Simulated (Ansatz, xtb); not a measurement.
# Two isomers of C6H9BS

Structure I is `BC1=CCCC(S)=C1`, a singlet and structure II is `BC1=C(S)CCC=C1`, a singlet. Both are isolated molecules in the gas phase, relaxed with PBE-D3(BJ)/def2-SVP; the shapes shown needn't be the lowest conformers.

I (Å):

```csv
atom,x (Å),y (Å),z (Å)
C,-0.6028,-0.5590,0.5242
C,-0.1058,-0.4372,-0.7551
C,1.2483,0.1563,-1.0025
C,2.2370,-0.1635,0.1304
C,1.5995,0.0265,1.4892
C,0.2583,-0.1578,1.6492
B,-2.0511,-1.0496,0.7135
S,2.6428,0.2292,2.9033
H,-2.6891,-1.4180,-0.2572
H,-2.5741,-1.0652,1.8145
H,-0.7385,-0.7174,-1.6132
H,1.6578,-0.1494,-1.9863
H,1.1130,1.2655,-1.0600
H,3.1457,0.4650,0.0272
H,2.5894,-1.2197,0.0576
H,3.6553,0.8824,2.2645
H,-0.1972,-0.0711,2.6483
```

II (Å):

```xyz
17

C     0.3962   -1.2289    0.9109
C     1.1234   -0.8185   -0.2056
C     1.5071    0.6366   -0.3676
C     0.4371    1.5881    0.1808
C    -0.0323    1.1428    1.5415
C    -0.0347   -0.1749    1.8525
B     0.0670   -2.6996    1.1764
S     1.7518   -1.9724   -1.3694
H     0.3523   -3.5617    0.3627
H    -0.4882   -3.0303    2.2092
H     2.2732   -1.0360   -2.2123
H     1.7469    0.8761   -1.4233
H     2.4545    0.7741    0.2080
H     0.8406    2.6206    0.2078
H    -0.4331    1.6192   -0.5191
H    -0.4273    1.8913    2.2462
H    -0.4215   -0.5136    2.8268
```

Quicker runs give these differences E(II) − E(I): GFN2-xTB −4.21 kJ/mol; HF/STO-3G −3.51 kJ/mol (at GFN2-xTB geometries); r2SCAN-D4/def2-SVP −8.91 kJ/mol (at GFN2-xTB geometries).

Task: Estimate E(II) − E(I) at the level CCSD(T)/def2-SVP + ΔMP2/def2-TZVPP.

Result: CCSD(T)/def2-SVP + ΔMP2/def2-TZVPP gives E(II) − E(I) = −1.19 kJ/mol, slightly favouring structure II, which is too small a margin to settle the true order.

How the difference moves with the method:

```
                             level             geometry  E(II) − E(I) (kJ/mol)  departure from the last row (kJ/mol)  job, with rough time for the two
                          GFN2-xTB             GFN2-xTB                   −4.21                                 −3.02              optimisation, 0.48 s
                         HF/STO-3G             GFN2-xTB                   −3.51                                 −2.32              single point, 0.84 s
                r2SCAN-D4/def2-SVP             GFN2-xTB                   −8.91                                 −7.72                single point, 11 s
               PBE-D3(BJ)/def2-SVP  PBE-D3(BJ)/def2-SVP                   −7.74                                 −6.56                optimisation, 61 s
                       HF/def2-SVP  PBE-D3(BJ)/def2-SVP                   +6.89                                 +8.08           part of the CCSD(T) run
                      MP2/def2-SVP  PBE-D3(BJ)/def2-SVP                   −1.79                                 −0.61           part of the CCSD(T) run
                  CCSD(T)/def2-SVP  PBE-D3(BJ)/def2-SVP                   −0.63                                 +0.56                      single point
CCSD(T)/def2-SVP + ΔMP2/def2-TZVPP  PBE-D3(BJ)/def2-SVP                   −1.19                                                   single point, 4.8 min
```

As drawn, both hold the same kinds of bond in the same numbers.

The largest departure from CCSD(T)/def2-SVP + ΔMP2/def2-TZVPP is that of HF/def2-SVP, 8.08 kJ/mol. The last row adds to CCSD(T) the change of the MP2 difference between the two basis sets, here −0.56 kJ/mol.

With thermal terms from frequencies at re-optimised GFN2-xTB minima (ideal gas, soft modes damped towards free rotors, one conformer each, 298.15 K, 1 atm): on the last row, ΔE + ΔZPE = −0.16, ΔH = −0.83, ΔG = +1.14 kJ/mol.

The correlated steps freeze 12 core orbitals. Codes used: Ansatz 0.2.0, xtb 6.7.1; the last row on 2 threads of Arm Neoverse V2 on a shared host.

The near-degeneracy probably reflects compensation rather than similar bonding. In II, boron and sulfur sit on the two carbons of one C=C bond, so the sulfur lone pair can donate through the π bond into the empty boron p orbital. The relaxed geometry fits this push-pull picture: the C–B and C–S bonds are shorter than in I, and the C=C bond between them is longer than either ring double bond in I. In I the 1,3 arrangement puts the density donated by sulfur mainly on carbons that don't bear boron. Crowding between the neighbouring substituents in II probably offsets much of its conjugative gain.

Correlation decides the sign in the def2-SVP series at fixed geometry: HF gives +6.89 kJ/mol and MP2 −1.79 kJ/mol, possibly because mean-field exchange undervalues the push-pull delocalisation. Most of the shift is therefore already present at second order. The thermal terms turn the slight energetic preference for II into an equally slight free-energy preference for I. The total energies alone don't separate conjugation from steric repulsion.
